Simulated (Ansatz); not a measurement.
A series in volume scale on ZnPt

Results calculated with Ansatz 0.2.0, not measured. Free energy against uniform scaling of the volume at fixed shape and fractions; periodic cell, basis, potentials, k mesh and filling as listed.

The cell before it is scaled or strained (space group P4/mmm, No. 123):
```
CELL_PARAMETERS angstrom
2.87350 0.00000 0.00000
0.00000 2.87350 0.00000
0.00000 0.00000 3.52170
ATOMIC_POSITIONS crystal
Zn 0.50000 0.50000 0.50000
Pt 0.00000 0.00000 0.00000
```

Settings of every row: functional r2SCAN; dispersion none; potentials PAW; wave cutoff 600 eV; density cutoff 2400 eV; k mesh 10x10x8; k shift 0x0x0; occupations cold; smearing width 0.05 eV; spin none.

Limits: coarse k mesh, up to 40 meV an atom off; no spin-orbit coupling, which can matter with elements this heavy.

```
row  volume scale  V (Å³/atom)  energy above lowest point (meV/atom)
  1        0.9406       13.676                                  10.6
  2        0.9703       14.108                                     0
  3             1       14.539                                   6.1
  4        1.0297       14.971                                     ?
  5        1.0594       15.403                                  57.3
```

Question: what energy above lowest point should row 4 give?

Worked fit of energy above lowest point. Take u = (V_r/V)^(2/3) − 1 with V_r = 14.323 Å³ an atom, which is twice the finite (Eulerian) strain; such expansions in the strain, on which the Birch-Murnaghan equation of state is built, carry the rest volume and the bulk modulus. The shown rows have u = 0.0313, 0.01013, -0.00993, -0.04731. Least squares give energy above lowest point = 1.2 − 292.7 × u + 18889 × u² meV/atom; a straight line predicts inner rows, each left out in turn, worse (root mean square 18 against 0.34 meV/atom). The rows lie off it by 0.1, -0.2, 0.1, 0.0. Its lowest point lies at u = 0.0077, or V = 14.16 Å³ an atom, and the curvature there gives the bulk modulus at fixed shape and fractions, B = (4/9)(1 + u)² E″(u)/V = 193 GPa. Letting shape and atoms relax would as a rule lower it, by much in layered, chain or molecular crystals. The withheld row has u = -0.02907, so the fit gives 1.2 − 292.7 × (-0.02907) + 18889 × (-0.02907)² = 25.7 meV/atom.

The calculation gave 26 meV/atom. The fit lies 0.3 meV/atom (1.2 % of the value, 0.52 % of the column's range) below it; its largest miss of a shown row is 0.2 meV/atom.
